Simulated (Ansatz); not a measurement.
Electrons against holes in CdS (computed with Ansatz 0.2.0)

Space group P6_3mc (No. 186), 4 atoms in the cell of the first input below: a = 4.144 Å, b = 4.144 Å, c = 6.721 Å, α = 90.00°, β = 90.00°, γ = 120.00°.

The structure is a measured one, not always of the ambient phase, with its volume kept and shape and atoms relaxed (pressure 2.4 GPa with this functional, without spin–orbit coupling). Functional: PBE.

Spin–orbit coupling is left out. Kohn–Sham gap between the band edges found on a fine mesh: 1.22 eV.

Levels at points 0.012 Å⁻¹ about the band edges give the masses:

```yaml
crystal:
  lattice:
    - [4.1435162022, 0.0, 0.0]
    - [-2.0717581011, 3.5883902921, 0.0]
    - [0.0, 0.0, 6.7206336677]
  atoms:
    - { symbol: Cd, position: [0.3333333333, 0.6666666667, 0.0039225639] }
    - { symbol: Cd, position: [0.6666666667, 0.3333333333, 0.5039225639] }
    - { symbol: S, position: [0.3333333333, 0.6666666667, 0.3810774361] }
    - { symbol: S, position: [0.6666666667, 0.3333333333, 0.8810774361] }
basis:
  ecutwfc: 420
  ecutrho_ratio: 4
kpoints:
  mp_grid: { grid: [10, 10, 6] }
hamiltonian:
  xc: pbe
scf:
  occupations: { method: gaussian, width: 0.05 }
output:
  forces: true
  stress: true
  eigenvalues: true
  eigenstates:
    kpoints:
      - [0.0, 0.0, 0.0]
      - [0.007913533, -0.003956767, 0.0]
      - [-0.007913533, 0.003956767, 0.0]
      - [0.0, 0.006853321, 0.0]
      - [0.0, -0.006853321, 0.0]
      - [0.0, 0.0, 0.012835465]
      - [0.0, 0.0, -0.012835465]
      - [0.005595713, 0.002048173, 0.0]
      - [-0.005595713, -0.002048173, 0.0]
      - [0.005595713, -0.002797856, 0.009076044]
      - [-0.005595713, 0.002797856, -0.009076044]
      - [0.0, 0.004846029, 0.009076044]
      - [0.0, -0.004846029, -0.009076044]
      - [0.00456888, 0.001672326, 0.007410559]
      - [-0.00456888, -0.001672326, -0.007410559]
      - [0.0, 0.0, 0.0]
      - [0.007913533, -0.003956767, 0.0]
      - [-0.007913533, 0.003956767, 0.0]
      - [0.0, 0.006853321, 0.0]
      - [0.0, -0.006853321, 0.0]
      - [0.0, 0.0, 0.012835465]
      - [0.0, 0.0, -0.012835465]
      - [0.005595713, 0.002048173, 0.0]
      - [-0.005595713, -0.002048173, 0.0]
      - [0.005595713, -0.002797856, 0.009076044]
      - [-0.005595713, 0.002797856, -0.009076044]
      - [0.0, 0.004846029, 0.009076044]
      - [0.0, -0.004846029, -0.009076044]
      - [0.00456888, 0.001672326, 0.007410559]
      - [-0.00456888, -0.001672326, -0.007410559]
    de_dk: true
    e_range: [-1.20796617039, 1.2065441547]
```

```bash
ansatz run input.yaml --threads 4 --pin off --max-ram 9216MiB --backend cpu --events-out ev --progress --plain --runs-dir out
```

Time: 7.7 s on 4 threads of Arm Neoverse V1, on a shared host, peak memory 0.44 GiB.

Edges at k = (0.000, 0.000, 0.000) and (0.000, 0.000, 0.000); masses in electron masses along fixed Cartesian directions (which need not be the axes of a valley), negative for hole-like bands, for at most the three nearest levels of the same spin at these k-points, within 0.3 eV:

```json
{"edge": "valence", "band": "1", "from the edge (meV)": "0", "degeneracy": "2", "x": "-1.608", "y": "-1.610", "z": "-1.671", "111": "-1.629"}
{"edge": "valence", "band": "2", "from the edge (meV)": "0", "degeneracy": "2", "x": "-0.134", "y": "-0.134", "z": "-1.671", "111": "-0.198"}
{"edge": "valence", "band": "3", "from the edge (meV)": "36", "degeneracy": "1", "x": "-1.280", "y": "-1.280", "z": "-0.120", "111": "-0.289"}
{"edge": "conduction", "band": "1", "from the edge (meV)": "0", "degeneracy": "1", "x": "0.133", "y": "0.133", "z": "0.125", "111": "0.130"}
```

These curvatures agree with the slopes at the same points. They hold at the edge alone, and further out the bands need not be parabolic. Degenerate bands can be warped: each is named by its order in energy along a direction and has no mass tensor of its own.

The states of the whole zone with their velocity products:

```yaml
crystal:
  lattice:
    - [4.1435162022, 0.0, 0.0]
    - [-2.0717581011, 3.5883902921, 0.0]
    - [0.0, 0.0, 6.7206336677]
  atoms:
    - { symbol: Cd, position: [0.3333333333, 0.6666666667, 0.0039225639] }
    - { symbol: Cd, position: [0.6666666667, 0.3333333333, 0.5039225639] }
    - { symbol: S, position: [0.3333333333, 0.6666666667, 0.3810774361] }
    - { symbol: S, position: [0.6666666667, 0.3333333333, 0.8810774361] }
basis:
  ecutwfc: 420
  ecutrho_ratio: 4
kpoints:
  mp_grid: { grid: [10, 10, 6] }
hamiltonian:
  xc: pbe
scf:
  occupations: { method: gaussian, width: 0.05 }
output:
  forces: true
  stress: true
  eigenvalues: true
  states_by_energy: { minimum_broadening: 0.05 }
```

```bash
ansatz run input.yaml --threads 4 --pin off --max-ram 9216MiB --backend cpu --events-out ev --progress --plain --runs-dir out
```

Time: 100 s on 4 threads of Arm Neoverse V1, on a shared host, peak memory 1.1 GiB.

From that table, at a constant relaxation time τ with Fermi–Dirac weights and rigid bands:

```json
{"T (K)": "600", "doping (cm⁻³)": "n 1e19", "μ − E_F (eV)": "0.695", "σ_xx/τ (10²⁰/Ω m s)": "0.0161", "S_xx (μV/K)": "-154", "Lorenz (10⁻⁸ V²/K²)": "1.99", "ħω_p,xx (eV)": "0.281"}
{"T (K)": "600", "doping (cm⁻³)": "p 1e19", "μ − E_F (eV)": "-0.450", "σ_xx/τ (10²⁰/Ω m s)": "0.00226", "S_xx (μV/K)": "488", "Lorenz (10⁻⁸ V²/K²)": "1.90", "ħω_p,xx (eV)": "0.105"}
{"T (K)": "600", "doping (cm⁻³)": "n 1e20", "μ − E_F (eV)": "1.033", "σ_xx/τ (10²⁰/Ω m s)": "0.116", "S_xx (μV/K)": "-49", "Lorenz (10⁻⁸ V²/K²)": "2.34", "ħω_p,xx (eV)": "0.755"}
{"T (K)": "600", "doping (cm⁻³)": "p 1e20", "μ − E_F (eV)": "-0.575", "σ_xx/τ (10²⁰/Ω m s)": "0.0224", "S_xx (μV/K)": "293", "Lorenz (10⁻⁸ V²/K²)": "1.92", "ħω_p,xx (eV)": "0.331"}
{"T (K)": "600", "doping (cm⁻³)": "n 1e21", "μ − E_F (eV)": "1.865", "σ_xx/τ (10²⁰/Ω m s)": "0.573", "S_xx (μV/K)": "-18", "Lorenz (10⁻⁸ V²/K²)": "2.44", "ħω_p,xx (eV)": "1.675"}
{"T (K)": "600", "doping (cm⁻³)": "p 1e21", "μ − E_F (eV)": "-0.755", "σ_xx/τ (10²⁰/Ω m s)": "0.217", "S_xx (μV/K)": "123", "Lorenz (10⁻⁸ V²/K²)": "2.09", "ħω_p,xx (eV)": "1.030"}
{"T (K)": "900", "doping (cm⁻³)": "n 1e19", "μ − E_F (eV)": "0.656", "σ_xx/τ (10²⁰/Ω m s)": "0.015", "S_xx (μV/K)": "-203", "Lorenz (10⁻⁸ V²/K²)": "1.92", "ħω_p,xx (eV)": "0.271"}
{"T (K)": "900", "doping (cm⁻³)": "p 1e19", "μ − E_F (eV)": "-0.318", "σ_xx/τ (10²⁰/Ω m s)": "0.00219", "S_xx (μV/K)": "544", "Lorenz (10⁻⁸ V²/K²)": "1.89", "ħω_p,xx (eV)": "0.104"}
{"T (K)": "900", "doping (cm⁻³)": "n 1e20", "μ − E_F (eV)": "1.019", "σ_xx/τ (10²⁰/Ω m s)": "0.113", "S_xx (μV/K)": "-73", "Lorenz (10⁻⁸ V²/K²)": "2.25", "ħω_p,xx (eV)": "0.745"}
{"T (K)": "900", "doping (cm⁻³)": "p 1e20", "μ − E_F (eV)": "-0.502", "σ_xx/τ (10²⁰/Ω m s)": "0.0218", "S_xx (μV/K)": "348", "Lorenz (10⁻⁸ V²/K²)": "1.89", "ħω_p,xx (eV)": "0.327"}
{"T (K)": "900", "doping (cm⁻³)": "n 1e21", "μ − E_F (eV)": "1.856", "σ_xx/τ (10²⁰/Ω m s)": "0.57", "S_xx (μV/K)": "-28", "Lorenz (10⁻⁸ V²/K²)": "2.47", "ħω_p,xx (eV)": "1.670"}
{"T (K)": "900", "doping (cm⁻³)": "p 1e21", "μ − E_F (eV)": "-0.729", "σ_xx/τ (10²⁰/Ω m s)": "0.212", "S_xx (μV/K)": "166", "Lorenz (10⁻⁸ V²/K²)": "2.01", "ħω_p,xx (eV)": "1.020"}
```

Q: Which of the dopings listed at 600 K has the largest power factor S²σ/τ along x?

A: n 1e19: 0.38, p 1e19: 0.54, n 1e20: 0.28, p 1e20: 1.9, n 1e21: 0.18, p 1e21: 3.3 (10¹¹ W/m K² s), so p 1e21 cm⁻³, if τ is the same for all.

Q: What conductivity mass along x follows from the plasma energy at 1e19 electrons per cm³ and 600 K, and how does it compare with the band-edge mass?

A: (ħω_p)² = ħ² n e²/(ε0 m) gives m = 0.175, against 0.133 at the edge: heavier. The same formula gives 0.242 at 1e20 cm⁻³, so the mass grows with filling, as the carriers reach where the band flattens or other valleys lie.

Caveats: melting, decomposition and changes of phase at these temperatures weren't checked; no scattering is computed, and the gap isn't corrected.

Electrons give the larger σ/τ along x at every matched doping and temperature, while holes give the larger thermopower magnitude. The conduction edge is a single, nearly isotropic band of mainly Cd 5s character with S s admixture, whereas the valence edge is built from directional S 3p states. The upper pair, p states lying in the basal plane, is heavy along z but has one light branch in the plane. The third band, of p_z type, is light along z and heavy across it. These heavy, closely spaced bands supply many hole states, keeping the chemical potential in the gap or less deep in the band than for electrons at the same doping, and raising the thermopower enough to outweigh the lower σ/τ in the power factor.

The electron edge mass is lighter than the measured one, probably because PBE's small gap strengthens the coupling between valence and conduction states. The hole advantage is a property of the rigid bands and doesn't show that such p-type doping is attainable in CdS, where compensation by native donors is a well-known obstacle.
